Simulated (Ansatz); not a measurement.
**Strength of the C–H bond: how K changes with temperature for C2H8OSi ⇌ C2H7OSi + H**

Gas-phase species: C2H8OSi `CC[SiH2]O`, singlet; C2H7OSi `[CH2]C[SiH2]O`, doublet; H atom, doublet. The bond broken is the one whose loss leaves C2H7OSi `[CH2]C[SiH2]O`, relaxed to its own shape; its unpaired electron may spread away from that site.

The electronic reaction energy at CCSD(T)/CBS estimate is +445.2 kJ/mol. Shapes: PBE0-D4/def2-TZVP. Flexible molecules stand in one conformer, not always the lowest. Programs: Ansatz 0.2.0. Enthalpy and entropy come from rigid-rotor, harmonic-oscillator sums on unscaled PBE0-D4/def2-TZVP wavenumbers, ideal gases at 1 bar; R ln 2 is added for the mirror twin of the chiral shape of C2H8OSi, C2H7OSi. Symmetry numbers: C2H8OSi 1, C2H7OSi 1. R = 8.3145 J/(mol K).

| T (K) | ΔH (kJ/mol) | ΔS (J/(mol K)) |
| --- | --- | --- |
| 700 | +421.5 | +134.2 |
| 1000 | ? | ? |
| 1300 | +426.5 | +139.7 |

**Question.** Work out ln K at 700 and 1300 K, and from these estimate it at 1000 K.

**Answer.** 
1. 700 K: ΔG = +421.5 − 700 × (+134.2)/1000 = +327.6 kJ/mol; ln K = −ΔG/RT = -56.29.
2. 1300 K: ΔG = +426.5 − 1300 × (+139.7)/1000 = +244.9 kJ/mol; ln K = −ΔG/RT = -22.66.
3. Slope against 1000/T: (-22.66 − (-56.29))/(0.7692 − 1.4286) = -51.01, that is −ΔH/R with ΔH near +424 kJ/mol.
4. 1000 K: ln K = -56.29 + (-51.01) × (1.0000 − 1.4286) = -34.43.

The full sums give ΔH = +424.7 kJ/mol, ΔS = +138.1 J/(mol K), ΔG = +286.6 kJ/mol and ln K = -34.47 at 1000 K, so the line is off by +0.04 in ln K; without rounding the miss is +0.05, from the change of ΔH with temperature. The reactants are favoured over this whole range. The number of molecules rises, which sets the sign of ΔS, and lower pressure favours the products. An error of 10 kJ/mol in the energy moves ln K by 1.2 at 1000 K. Soft modes are treated as harmonic, which can err either way at these temperatures; the lowest are those of C2H8OSi (87 cm⁻¹), C2H7OSi (102 cm⁻¹). Other conformers aren't counted. Other reactions of these species are left aside. Open shells run unrestricted. The CBS estimate extrapolates MP2 from def2-TZVPP and def2-QZVPP and adds CCSD(T) − MP2 in the triple-zeta set, cores frozen.

Breaking this primary C–H bond is strongly endothermic, so ln K climbs steeply with temperature but stays far below zero even at 1300 K. The cost is that of uncoupling a strong σ pair with little compensation in the radical. The carbon centre sits β to silicon, where overlap of the half-filled p orbital with the C–Si σ bond probably gives modest stabilisation, but there is no π system to delocalise the spin.

ΔH lies below the electronic energy mainly because the zero-point energy of the lost C–H stretch and bends is released. The entropy gain comes almost wholly from the free hydrogen atom's translation, as the parent and the radical have similar entropies. ΔH rises more slowly above 1000 K than below it, as expected when the parent's extra vibrations become active and offset the heat capacity of the freed atom's translation. Without a comparison with the C–H bond next to silicon, the result doesn't show which carbon site loses hydrogen more easily.
